**Which wave sets the cutoff of a Cr pseudopotential, and does it scale as $r^{-2}$?**

The table holds a base ONCVPSP 4.0.1 norm-conserving potential for Cr (PBE, Dirac equation, spherical spinless atom) and six variants, with the cutoff for 1 mHa, positive-energy ghost flags, first ionisation error and exchange-correlation hardness error without model core. The program identifies the hardest occupied wave in each row, tests the parameter-free scaling $E\propto r^{-2}$, tests an ionisation error proportional to the 4s norm inside the radius, and compares the total flag counts between rows. The $3d_{3/2}$ wave sets the cutoff in every row; the scaling predicts 106.5 Ha against 100.9 Ha at 1 mHa, but overshoots by 98 % at 10 mHa and 17 % at 0.1 mHa, and s and p waves follow other exponents. The proportional model gives 2.48 meV against 1.61 meV and fails. Wave-by-wave and configuration results of the same runs show what the columns hide: one d projector shifts the second ionisation error to $-1.35$ meV, and range factor 1.06 raises the hardness error with core by 90 %.

Calculated values. Optimised norm-conserving Vanderbilt pseudopotentials for Cr were generated with ONCVPSP 4.0.1 (PBE, Dirac equation, [Ne] core, 3s2 3p6 3d5 4s1 valence). The base run has radii of 1.55 (s), 0.85 (p), 1.05 (d) and 0.6 bohr (local), two projectors per channel, s wave number 7.9 /bohr, and model-core density and range factors 5 and 1.75. Errors are all-electron minus pseudo.

## Numerical check

```python
# Table: ONCVPSP 4.0.1 Cr pseudopotential (PBE, Dirac, spinless atom), base run and variants: cutoff for 1 mHa,
# ghost flags, first ionisation error, xc hardness error. Tested: which wave sets the cutoff, E ~ r^-2 scaling,
# ionisation error ~ 4s norm inside radius, channel counting of flags.
T = {
    'change': ['base', 'model-core density factor 4.6', 's residual-energy wave number 10.2 /bohr', 's radius 1.84 bohr; p radius 1.02 bohr; d radius 1.26 bohr; local radius 0.72 bohr', 'd 1 projectors', 'model-core range factor 1.06', 'p radius 0.84 bohr'],
    'cutoff_for_1_mHa': [153.4, 153.4, 153.4, 100.9, 153.4, 153.4, 153.4],  # Ha
    'positive_energy_ghost_flags': [3, 3, 2, 0, 1, 3, 3],
    'first_ionisation_error': [1.25, 1.26, 1.31, 1.61, 1.24, 1.31, 1.25],  # meV
    'xc_hardness_error_without_core': [7.74, 7.74, 7.43, 8.11, 7.74, 7.74, 7.74],  # mHa
}
import numpy as np
from scipy.constants import physical_constants as pc
E = np.array(T['cutoff_for_1_mHa'], float); G = np.array(T['positive_energy_ghost_flags'], int)
I1 = np.array(T['first_ionisation_error'], float); H = np.array(T['xc_hardness_error_without_core'], float)
nm = ['base', 'dens4.6', 's_q10.2', 'radii', 'd1proj', 'range1.06', 'p0.84']
# All typed numbers below are further outputs of the same runs (not table columns)
W = ['3s', '4s', '3p3/2', '3p1/2', '3d5/2', '3d3/2']
b = [19.54, 15.35, 48.92, 49.15, 153.25, 153.44]
C = np.array([b, b, [27.33, 21.75] + b[2:], [9.82, 7.73, 37.62, 36.5, 100.7, 100.89], b, b,
              b[:2] + [49.19, 49.48] + b[4:]])
I1f = np.array([1.251724, 1.262608, 1.306147, 1.605472, 1.24356, 1.31431, 1.251724])
I2 = np.array([0.195922, 0.1904797, 0.1904797, 0.1360569, -1.348596, 0.1741529, 0.1932008])
Ph = np.array([15.48328, 15.56491, 14.53088, -12.40839, 10.23148, 15.97308, 15.5377])
Hc = np.array([3.386058, 3.512489, 3.49135, 3.326939, 3.385597, 6.436594, 3.386406])
print('1 mHa cutoffs, Ha (table rounding 0.05): row table | max s, max p, max d | hardest, table-max')
for i, n in enumerate(nm):
    print(f'{n:9s} {E[i]:.1f} | {C[i,:2].max():.2f} {C[i,2:4].max():.2f} {C[i,4:].max():.2f} | {W[C[i].argmax()]} {E[i]-C[i].max():+.2f}')
print(f'base d/p {b[5]/b[3]:.2f}, d/s {b[5]/b[0]:.2f}; 3s rise at s_q10.2 {100*(C[2,0]/b[0]-1):+.0f} %')
r0, r1, qd = 1.05, 1.26, 7.9
pred = E[0]*(r0/r1)**2; ex = np.log(E[3]/E[0])/np.log(r1/r0)
print(f'radii row: fall {E[0]-E[3]:.1f} Ha ({100*(E[3]/E[0]-1):+.1f} %), d radius x{r1/r0:.2f}')
print(f'r^-2 predicts {pred:.1f} Ha, off by {pred-E[3]:+.1f} Ha ({100*(pred/E[3]-1):+.1f} %); exponent {ex:.2f}')
print('3d3/2 by threshold: E base, E radii, r^-2 pred (Ha), error %, exponent, q base, q radii (/bohr), q*r both')
for t, a, c in [(10, 118.49, 41.49), (1, C[0, 5], C[3, 5]), (0.1, 200.14, 118.43)]:
    p = a*(r0/r1)**2; qa, qc = np.sqrt(2*a), np.sqrt(2*c)
    print(f'{t:4} mHa {a:.1f} {c:.1f} {p:.1f} {100*(p/c-1):+.0f} {np.log(c/a)/np.log(r1/r0):.2f} {qa:.1f} {qc:.1f} {qa*r0:.1f} {qc*r1:.1f}')
print(f'd wave number {qd}/bohr = {qd**2/2:.1f} Ha; q*r {qd*r0:.2f} -> {qd*r1:.2f}')
print(f'3d3/2 residual KE above it 98.6 -> 21.2 mHa (x{21.2/98.6:.2f}); norm inside 0.398 -> 0.513')
rr = np.log([1.84/1.55]*2 + [1.02/0.85]*2 + [r1/r0]*2)
print('exponents, radii row: ' + ' '.join(f'{w} {x:.2f}' for w, x in zip(W, np.log(C[3]/C[0])/rr)))
xp = np.log(C[6, 2:4]/C[0, 2:4])/np.log(0.84/0.85)
print(f'p 0.85->0.84: exponents {xp[0]:.2f} {xp[1]:.2f}; 3p1/2 r^-2 pred {b[3]*(0.85/0.84)**2:.2f} vs {C[6,3]:.2f} Ha')
print(f'second d projector 1 mHa: base 175.85 Ha ({175.85-E[0]:+.1f} vs column), radii 62.64 ({62.64-E[3]:+.1f})')
step = 1e-7*pc['Hartree energy in eV'][0]*1e3
print(f'output step 1e-7 Ha = {step:.4f} meV; table rounding 0.005 meV and 0.005 mHa')
print('row: I1 err, shift (meV), shift in steps | I2 err | 3p-hole err (meV)')
for i, n in enumerate(nm):
    print(f'{n:9s} {I1[i]:.2f} {I1[i]-I1[0]:+.2f} {(I1f[i]-I1f[0])/step:+.0f} | {I2[i]:+.2f} | {Ph[i]:+.2f}')
print(f'relative base errors, ppm: I1 {I1[0]/6.9018*1e3:.0f}, I2 {I2[0]/16.0523*1e3:.0f}, 3p hole {Ph[0]/51.52*1e3:.0f}')
n4 = 0.081203/0.040986
print(f'4s norm inside x{n4:.2f}: proportional model {I1[0]*n4:.2f} meV vs {I1[3]:.2f} (actual x{I1[3]/I1[0]:.2f}, shift {I1f[3]-I1f[0]:.2f})')
print('row: flags | hardness no core (mHa), % vs base | with core, % vs base | with/without')
for i, n in enumerate(nm):
    print(f'{n:9s} {G[i]} | {H[i]:.2f} {100*(H[i]/H[0]-1):+.1f} | {Hc[i]:.2f} {100*(Hc[i]/Hc[0]-1):+.1f} | {Hc[i]/H[i]:.2f}')
ds, dd = G[0]-G[2], G[0]-G[4]
print(f'flags removed: s change {ds}, d projector {dd}, sum {ds+dd}, base {G[0]}, radii remove {G[0]-G[3]}')
print(f'|phase err| 4.66 Ha, model-core rows -> radii: s 0.0081->0.0184 (x{184/81:.1f}), d3/2 0.0035->0.0159 (x{159/35:.1f}) rad')
print(f'|phase err| 1.78 Ha: s 0.0041->0.0016 rad (x{16/41:.2f}); rounding 0.00005 rad')
print(f'audit only: max d, 1 proj 0.0035->0.057 (x{570/35:.0f}); max s, s_q10.2 0.0081->0.0031 (x{31/81:.2f})')
assert np.all(C.argmax(axis=1) == 5) and np.all(abs(E-C.max(axis=1)) < 0.051)
assert np.all(np.delete(E, 3) == E[0]) and -3 < ex < -1.5
assert H[1] == H[0] == H[5] and Hc[5] > 1.5*Hc[0]
assert I1.argmax() == 3 and ds+dd == G[0]
```

Printed output:

```
1 mHa cutoffs, Ha (table rounding 0.05): row table | max s, max p, max d | hardest, table-max
base      153.4 | 19.54 49.15 153.44 | 3d3/2 -0.04
dens4.6   153.4 | 19.54 49.15 153.44 | 3d3/2 -0.04
s_q10.2   153.4 | 27.33 49.15 153.44 | 3d3/2 -0.04
radii     100.9 | 9.82 37.62 100.89 | 3d3/2 +0.01
d1proj    153.4 | 19.54 49.15 153.44 | 3d3/2 -0.04
range1.06 153.4 | 19.54 49.15 153.44 | 3d3/2 -0.04
p0.84     153.4 | 19.54 49.48 153.44 | 3d3/2 -0.04
base d/p 3.12, d/s 7.85; 3s rise at s_q10.2 +40 %
radii row: fall 52.5 Ha (-34.2 %), d radius x1.20
r^-2 predicts 106.5 Ha, off by +5.6 Ha (+5.6 %); exponent -2.30
3d3/2 by threshold: E base, E radii, r^-2 pred (Ha), error %, exponent, q base, q radii (/bohr), q*r both
  10 mHa 118.5 41.5 82.3 +98 -5.76 15.4 9.1 16.2 11.5
   1 mHa 153.4 100.9 106.6 +6 -2.30 17.5 14.2 18.4 17.9
 0.1 mHa 200.1 118.4 139.0 +17 -2.88 20.0 15.4 21.0 19.4
d wave number 7.9/bohr = 31.2 Ha; q*r 8.29 -> 9.95
3d3/2 residual KE above it 98.6 -> 21.2 mHa (x0.22); norm inside 0.398 -> 0.513
exponents, radii row: 3s -4.01 4s -4.00 3p3/2 -1.44 3p1/2 -1.63 3d5/2 -2.30 3d3/2 -2.30
p 0.85->0.84: exponents -0.47 -0.57; 3p1/2 r^-2 pred 50.33 vs 49.48 Ha
second d projector 1 mHa: base 175.85 Ha (+22.4 vs column), radii 62.64 (-38.3)
output step 1e-7 Ha = 0.0027 meV; table rounding 0.005 meV and 0.005 mHa
row: I1 err, shift (meV), shift in steps | I2 err | 3p-hole err (meV)
base      1.25 +0.00 +0 | +0.20 | +15.48
dens4.6   1.26 +0.01 +4 | +0.19 | +15.56
s_q10.2   1.31 +0.06 +20 | +0.19 | +14.53
radii     1.61 +0.36 +130 | +0.14 | -12.41
d1proj    1.24 -0.01 -3 | -1.35 | +10.23
range1.06 1.31 +0.06 +23 | +0.17 | +15.97
p0.84     1.25 +0.00 +0 | +0.19 | +15.54
relative base errors, ppm: I1 181, I2 12, 3p hole 301
4s norm inside x1.98: proportional model 2.48 meV vs 1.61 (actual x1.29, shift 0.35)
row: flags | hardness no core (mHa), % vs base | with core, % vs base | with/without
base      3 | 7.74 +0.0 | 3.39 +0.0 | 0.44
dens4.6   3 | 7.74 +0.0 | 3.51 +3.7 | 0.45
s_q10.2   2 | 7.43 -4.0 | 3.49 +3.1 | 0.47
radii     0 | 8.11 +4.8 | 3.33 -1.7 | 0.41
d1proj    1 | 7.74 +0.0 | 3.39 -0.0 | 0.44
range1.06 3 | 7.74 +0.0 | 6.44 +90.1 | 0.83
p0.84     3 | 7.74 +0.0 | 3.39 +0.0 | 0.44
flags removed: s change 1, d projector 2, sum 3, base 3, radii remove 3
|phase err| 4.66 Ha, model-core rows -> radii: s 0.0081->0.0184 (x2.3), d3/2 0.0035->0.0159 (x4.5) rad
|phase err| 1.78 Ha: s 0.0041->0.0016 rad (x0.39); rounding 0.00005 rad
audit only: max d, 1 proj 0.0035->0.057 (x16); max s, s_q10.2 0.0081->0.0031 (x0.38)
```
